# Solution key: Mataga–Nishimoto, Ohno and Klopman repulsion integrals recovered from data

## Problem

Under zero differential overlap, $(\mu\nu|\lambda\sigma)=\delta_{\mu\nu}\delta_{\lambda\sigma}\gamma_{\mu\lambda}$, so a Pariser–Parr–Pople model needs only one-centre integrals $g_\mu=\gamma_{\mu\mu}$ and two-centre integrals $\gamma(R)$. With $k=e^2/4\pi\varepsilon_0=14.3996$ eV Å, the candidates for centres 1 and 2 are

$$\gamma_{\rm MN}=\frac{k}{R+\bar a},\qquad \gamma_{\rm O}=\frac{k}{\sqrt{R^2+\bar a^2}},\qquad \gamma_{\rm K}=\frac{k}{\sqrt{R^2+a_{\rm K}^2}},$$

$$\bar a=\frac{2k}{g_1+g_2},\qquad a_{\rm K}=\frac{k}{2g_1}+\frac{k}{2g_2}.$$

The integrals below were made for the exercise, in the form that a fit of the model to a π-electron calculation would return. They are rounded to 0.01 eV, so each is bounded by $\delta\gamma=\pm0.005$ eV. Both rings are regular hexagons. The distances are approximate typical inputs, treated as exact unless stated.

- Benzene, para distance 2.79 Å: ortho 7.57, meta 5.25, para 4.68 eV.
- Monolayer h-BN, bond length 1.45 Å: B–B meta 4.80, N–N meta 5.26, B–N ortho 7.23, B–N para 4.49 eV.

(a) Derive the limits and the ordering. (b) Invert the para value of benzene. (c) Use all three benzene values. (d) Find $g_{\rm B}$, $g_{\rm N}$ and the averaging rule. (e) Discuss uniqueness and error propagation.

## (a) Limits and ordering

For a common $a>0$ both forms equal $k/a$ at $R=0$. For $R>a$ the geometric and binomial series give

$$\gamma_{\rm MN}-\frac kR=-\frac{ka}{R^2}+\frac{ka^2}{R^3}-\dots,\qquad \gamma_{\rm O}-\frac kR=-\frac{ka^2}{2R^3}+\frac{3ka^4}{8R^5}-\dots$$

Since $(R+a)^2-(R^2+a^2)=2aR$, it follows that $\gamma_{\rm MN}<\gamma_{\rm O}<k/R$ for $R>0$.

With $a_i=k/g_i$, $a_{\rm K}$ is the arithmetic and $\bar a=2a_1a_2/(a_1+a_2)$ the harmonic mean of the two lengths, and

$$a_{\rm K}-\bar a=\frac{(a_1-a_2)^2}{2(a_1+a_2)}\ge0 .$$

Hence $\gamma_{\rm K}\le\gamma_{\rm O}$ at every $R$, with equality only for $g_1=g_2$. The order of $\gamma_{\rm MN}$ and $\gamma_{\rm K}$ depends on distance: $(R+\bar a)^2>R^2+a_{\rm K}^2$, that is $\gamma_{\rm MN}<\gamma_{\rm K}$, holds only for $R>R^*=(a_{\rm K}^2-\bar a^2)/2\bar a$.

## (b) The para value alone

Define the effective distance $\rho=k/\gamma$. Both forms belong to the family

$$\rho^{\,n}=R^n+a^n ,$$

with $n=1$ (Mataga–Nishimoto) or $n=2$ (Ohno, which coincides with Klopman for like atoms). The para datum gives $\rho=3.077$ Å, and:

- $n=1$: $a=\rho-R=0.287$ Å, $g_{\rm C}=k/a=50.2$ eV;
- $n=2$: $a=\sqrt{\rho^2-R^2}=1.297$ Å, $g_{\rm C}=11.10$ eV.

For fixed $n$, $\gamma$ falls monotonically from $k/R$ to zero as $a$ grows, so $a$ is unique whenever $\gamma<k/R$. The form is not determined, since every $n>0$ reproduces one datum exactly.

The leading asymptotic terms are too crude here. The point-charge value is $k/R=5.16$ eV and the deficit $\Delta=0.48$ eV. Inverting the leading terms gives $a\approx\Delta R^2/k=0.26$ Å and $a\approx(2R^3\Delta/k)^{1/2}=1.20$ Å, which are 9 % and 7 % below the exact inversions. In the Ohno series the second term is a fraction $3a^2/4R^2$ of the first, here 16 %.

## (c) All three benzene values

The ortho distance is half the para distance and the meta distance is $\sqrt3$ times the ortho one. From $\delta\rho=-\rho\,\delta\gamma/\gamma$ the bounds are $|\delta a|=\rho\,\delta\gamma/\gamma$ for $n=1$ and $|\delta a|=\rho^2\delta\gamma/(\gamma a)$ for $n=2$.

| pair | $R$ (Å) | $\rho$ (Å) | $a$, $n=1$ (Å) | $a$, $n=2$ (Å) | $dg/d\gamma$, $n=2$ |
|---|---|---|---|---|---|
| ortho | 1.395 | 1.902 | 0.507 ± 0.001 | 1.293 ± 0.002 | 3.2 |
| meta | 2.416 | 2.743 | 0.327 ± 0.003 | 1.298 ± 0.006 | 9.4 |
| para | 2.79 | 3.077 | 0.287 ± 0.003 | 1.297 ± 0.008 | 13.3 |

All carbons are equivalent, so $a$ must be the same in each row. The $n=1$ column excludes this, while the $n=2$ intervals overlap. The overlap is bounded below by the meta value at 5.255 eV, giving 1.292 Å, and above by the ortho value at 7.565 eV, giving 1.295 Å. Thus $11.12\le g_{\rm C}\le11.14$ eV, or

$$a=1.294\pm0.001\ \text{Å},\qquad g_{\rm C}=11.13\pm0.01\ \text{eV}.$$

The Mataga–Nishimoto form with this $a$ would give 3.53 eV for the para pair, below the Ohno value as (a) requires.

The exponent can also be left free. Eliminating $a$ between the ortho ($o$) and para ($p$) rows, with lengths in Å,

$$f(n)=\rho_o^{\,n}-R_o^{\,n}-\rho_p^{\,n}+R_p^{\,n}=0 .$$

Here $f(1)=0.220$ and $f(2)=-0.0105$, and the root is $n=1.99$. At $n=2$ the slope is $f'=-0.97$, and the rounding shifts $f$ by at most $2\,\delta\gamma\,(\rho_o^2/\gamma_o+\rho_p^2/\gamma_p)=0.025$. Therefore $n=1.99\pm0.03$, an interval that contains 2 and excludes 1.

## (d) The h-BN ring

Meta pairs join like atoms at 2.511 Å. Ortho and para pairs join B to N at 1.45 and 2.90 Å. The form is tested first on the two B–N values, which must share one $a$. For $n=1$ they give 0.542 and 0.307 Å. For $n=2$ they give $1.365\pm0.002$ and $1.369\pm0.008$ Å, which overlap, so the square-root form is kept.

The meta values then yield

$$a_{\rm B}=1.641\pm0.006\ \text{Å},\qquad g_{\rm B}=8.78\pm0.03\ \text{eV},$$

$$a_{\rm N}=1.089\pm0.007\ \text{Å},\qquad g_{\rm N}=13.22\pm0.08\ \text{eV}.$$

From these alone, with worst-case bounds added linearly, the two rules predict

$$a_{\rm K}=1.365\pm0.006\ \text{Å},\qquad \bar a=1.309\pm0.007\ \text{Å}.$$

Their gap, 0.056 Å, is several times the combined bound of $\bar a$ and either B–N length. Both B–N values are compatible with $a_{\rm K}$ and exclude $\bar a$; the Ohno rule would put the ortho integral at 7.37 eV. The data follow the Klopman rule. The crossover lies at $R^*=0.06$ Å, far below the bond length, so $\gamma_{\rm MN}<\gamma_{\rm K}<\gamma_{\rm O}$ for every B–N pair of the sheet.

## (e) Uniqueness and error propagation

**Exponent.** The bases are ordered $\rho_p>R_p>\rho_o>R_o$. Put $G=f/R_o^{\,n}$, and let $A>B>C>0$ be the logarithms of $\rho_p/R_o$, $R_p/R_o$ and $\rho_o/R_o$. Then

$$e^{-An}G'(n)=-A+Be^{-(A-B)n}+Ce^{-(A-C)n}$$

decreases strictly and vanishes at most once. By Rolle's theorem $G$ has at most two zeros, and $n=0$ is one of them. The positive root is therefore unique within the family.

**Screening.** A uniform factor, $\gamma_{\rm MN}/\epsilon$, does not rescue $n=1$. It requires $\rho=\epsilon(R+a)$ to be linear in $R$, whereas the ortho–meta and meta–para slopes are $0.823\pm0.004$ and $0.89\pm0.02$. They differ, and both lie below 1. With $n$, $a$ and $\epsilon$ all free, three data leave no redundancy to test the model.

**Heteroatoms.** B–N values fix only one symmetric combination of $a_{\rm B}$ and $a_{\rm N}$, their sum under the Klopman rule. The like-atom values are needed to separate and label them. Benzene cannot distinguish the two averaging rules at all.

**Rounding.** Writing the family as $\gamma^{-n}=(R/k)^n+g^{-n}$ and differentiating at fixed $R$ gives

$$\frac{dg}{d\gamma}=\left(\frac g\gamma\right)^{n+1}.$$

Distant pairs approach $k/R$ and say little about $g$; for $n=2$ the factor grows as $(R/a)^3$ at large $R$. The para datum alone gives $\pm0.07$ eV for $n=2$ and $\pm0.6$ eV for $n=1$, and the ortho datum gives $\pm0.02$ eV for $n=2$.

**Geometry.** For $n=2$ at fixed $\gamma$, $a\,\delta a=-R\,\delta R$, so $\delta g=gR\,\delta R/a^2$. If the para distance is known only to $\pm0.005$ Å, and the ortho distance to half of that, the inferred $g_{\rm C}$ moves by 0.09 eV (para) and 0.02 eV (ortho). These shifts match or exceed the rounding bounds, so the last digit of 11.13 eV holds only for exact distances.

**Status of the numbers.** The values $g_{\rm C}$, $g_{\rm B}$ and $g_{\rm N}$ are the model's, not properties of benzene or h-BN. The data were chosen so that the one-centre integrals have the size typical of π-electron parametrisations, approximately 11 eV for carbon, lower for boron and higher for nitrogen. Recovering such values tests the inversion and confirms nothing about the substances. All three formulas tend to the bare $k/R$, so they omit the screening that lowers the interaction in an h-BN sheet between dielectric or metal layers.